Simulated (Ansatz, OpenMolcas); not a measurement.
# A ladder of methods for AlSiH5O2 (SMILES O[SiH2][O][AlH2])

The species is AlSiH5O2 (9 atoms), meant as a singlet with charge 0. SMILES: `O[SiH2][O][AlH2]`. The coordinates come from a PBE0-D4/def2-TZVP relaxation. This is one conformer, not always the lowest.

```xyz
9

O    -0.7951    1.8294   -0.8982
Si    0.1730    1.1967    0.2669
O     0.2508   -0.4189    0.1977
Al    0.3257   -2.0805   -0.0606
H    -1.7408    1.7058   -0.8109
H     1.5061    1.7828    0.0050
H    -0.3373    1.5649    1.6142
H    -0.9595   -2.7957   -0.6368
H     1.6656   -2.8306    0.3054
```

Quantity: the energy change with the Si2–H7 bond stretched from 1.487 to 1.710 Å, in eV. The values are calculated.

| level | kind | program | value (eV) | CPU time (all runs) |
| --- | --- | --- | --- | --- |
| BLYP/cc-pVDZ (restricted) | GGA | Ansatz | 0.24 | 17 s |
| PBE/cc-pVDZ (restricted) | GGA | Ansatz | 0.23 | 16 s |
| revPBE/cc-pVDZ (restricted) | GGA | Ansatz | 0.22 | 18 s |
| BHLYP/cc-pVDZ (restricted) | global hybrid | OpenMolcas | 0.34 | 82 s |
| HSE06/cc-pVDZ (restricted) | range-separated hybrid | Ansatz | 0.28 | 20 s |
| wB97M-V/cc-pVDZ (restricted) | range-separated hybrid | Ansatz | 0.31 | 3.3 min |
| wB97X/cc-pVDZ (restricted) | range-separated hybrid | Ansatz | 0.30 | 69 s |
| RPA@PBE0/cc-pVDZ (restricted) | RPA | Ansatz | 0.31 | 30 s |

The first shape isn't each level's own minimum. The values span 0.22 to 0.34 eV. Times are those of the runs behind each value, whatever else they computed, on shared processors of several kinds: orders of magnitude only.

Every level makes the Si–H stretch uphill, but the three GGAs give the softest response, at 0.22 to 0.24 eV, while all the hybrids and RPA lie higher. The cost itself reflects weakening σ overlap between the silicon sp-type hybrid and hydrogen 1s, in a bond polarised towards hydrogen. The clearest comparison is BLYP with BHLYP, where the value rises from 0.24 to 0.34 eV; PBE to HSE06 shows the same direction with a smaller step. The GGAs probably come out lower because they favour a slightly longer Si–H bond and a flatter stretching curve than functionals with exact exchange.

RPA coincides with wB97M-V at 0.31 eV and lies between HSE06 and BHLYP, which suggests that the GGAs underestimate the stretching cost, though this agreement is no proof of accuracy. The spread within the GGA group is too small to rank its members. Because the bond is only moderately elongated and still largely intact, the values say little about how these methods would describe homolytic Si–H cleavage.
